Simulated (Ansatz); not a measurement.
Ligand exchange: I2 + AlH(CH3)(OH) → HOI + AlH(CH3)I

Species: I2 (iodine), singlet; AlH(CH3)(OH), singlet; HOI (hypoiodous acid) `OI`, singlet; AlH(CH3)I, singlet. The partners trade I for OH: I–I and Al–OH bonds give way to I–OH and Al–I.

Shapes, held fixed at every level: PBE0-D4/def2-TZVP. Flexible molecules stand in one conformer, not always the lowest. Programs: Ansatz 0.2.0. Electronic energies: no zero-point or thermal term.

(1) Estimate ΔE of this reaction.

## Answers

(1) The highest level, CCSD(T)/def2-TZVPP, gives ΔE = +125.3 kJ/mol; the levels span +125.3 to +141.4. The column of differences is taken from that level and isn't an error. No measured value is set beside it here. For atoms past krypton def2 sets carry core potentials with scalar relativity. Correlated rows may include outer-core shells of I, which these sets cover unevenly.

| level | kind | ΔE (kJ/mol) | less CCSD(T)/def2-TZVPP |
| --- | --- | --- | --- |
| HF/def2-TZVPP | Hartree–Fock | +140.6 | +15.3 |
| BHLYP-D4/def2-TZVPP | global hybrid | +141.4 | +16.1 |
| PBE0-D4/def2-TZVPP | global hybrid | +127.9 | +2.6 |
| r2SCAN0-D4/def2-TZVPP | global hybrid | +134.1 | +8.8 |
| wB97X-V/def2-TZVPP | range-separated hybrid | +127.7 | +2.4 |
| MP2/def2-SVP | perturbation theory | +137.6 | +12.3 |
| CCSD/def2-TZVPP | coupled cluster or CI | +128.7 | +3.4 |
| CCSD(T)/def2-TZVPP | coupled cluster or CI | +125.3 | 0.0 |

The exchange is strongly uphill at every level, with CCSD(T) placing it at +125.3 kJ/mol, so the spread among methods leaves the direction of the energy change in no doubt. The cost lies mainly in giving up the Al–OH bond. Aluminium is electropositive and oxygen small and strongly electronegative, so this bond is short and highly polar, with some donation from the oxygen lone pairs into the empty p orbital of three-coordinate aluminium. Iodide, larger and softer, binds aluminium much less strongly, and replacing the weak I–I bond by the modest I–O bond of HOI recovers too little to compensate.

Correlation lowers the reaction energy from +140.6 at Hartree–Fock to +128.7 with CCSD, and triples lower it further, probably because correlation contributes more to bonding in the iodine-containing products. In energy terms, HOI should therefore hydroxylate the aluminium iodide rather than form from iodine and the hydroxide. Association through bridging hydroxide or iodide, common for such Lewis-acidic aluminium species, could alter this balance outside the isolated molecules.
